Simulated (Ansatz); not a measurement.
## Ti: pressure against volume scale

All results are calculated (Ansatz 0.2.0). Periodic Kohn-Sham DFT of a crystal at fixed atoms, scaled to volume_scale times the given cell; pressure positive in compression, energy less spherical unpolarised free atoms, largest_vzz the field gradient of largest size among the nuclei.

The cell before it is scaled or strained (space group Fm-3m, No. 225):
```
Ti
1.0
      0.0000     2.0300     2.0300
      2.0300     0.0000     2.0300
      2.0300     2.0300     0.0000
Ti
1
Direct
  0.00000 0.00000 0.00000
```

Settings of every row: method frozen-core PAW; functional LDA; relativity scalar; k mesh 15x15x15; filling fermi-dirac; smearing width 0.05 eV; wave cutoff 420 eV; paw set soft_2.

Atom start moment: 0 on all atoms.

Limits: PAW files made with PBE.

```
row  volume scale  V (Å³/atom)  pressure (GPa)
  1          0.94       15.727           2.414
  2        0.9405       15.735           2.345
  3          0.96       16.062          -0.221
  4          0.97       16.229          -1.452
  5          0.98       16.396           -2.63
  6             1       16.731          -4.833
  7          1.01       16.898          -5.862
  8          1.02       17.065          -6.845
  9          1.03       17.233          -7.785
 10          1.04         17.4          -8.683
 11          1.06       17.735               ?
```

Question: what pressure should row 11 give?

Worked fit of pressure. Take u = (V_r/V)^(2/3) − 1 with V_r = 16.564 Å³ an atom, which is twice the finite (Eulerian) strain; such expansions in the strain, on which the Birch-Murnaghan equation of state is built, carry the rest volume and the bulk modulus. The shown rows have u = 0.03517, 0.03482, 0.02073, 0.01371, 0.00682, -0.00667, -0.01322, -0.01967, -0.02605, -0.03229. Least squares give pressure = −3.7588 + 163.501 × u + 340.69 × u² GPa; a straight line predicts inner rows, each left out in turn, worse (root mean square 0.16 against 0.0025 GPa). The rows lie off it by 0.001, -0.002, 0.002, 0.001, -0.002, 0.001, -0.001, -0.002, 0.002, 0.000. The pressure vanishes at u = 0.0220, or V = 16.03 Å³ an atom, and there the bulk modulus at fixed shape and fractions is B = −V dP/dV = (2/3)(1 + u) dP/du = 122 GPa. The withheld row has u = -0.04452, so the fit gives −3.7588 + 163.501 × (-0.04452) + 340.69 × (-0.04452)² = -10.363 GPa.

The calculation gave -10.36 GPa. The fit lies 0.003 GPa (0.023 % of the column's range) below it; its largest miss of a shown row is 0.002 GPa. This row lies beyond the range of the fit.
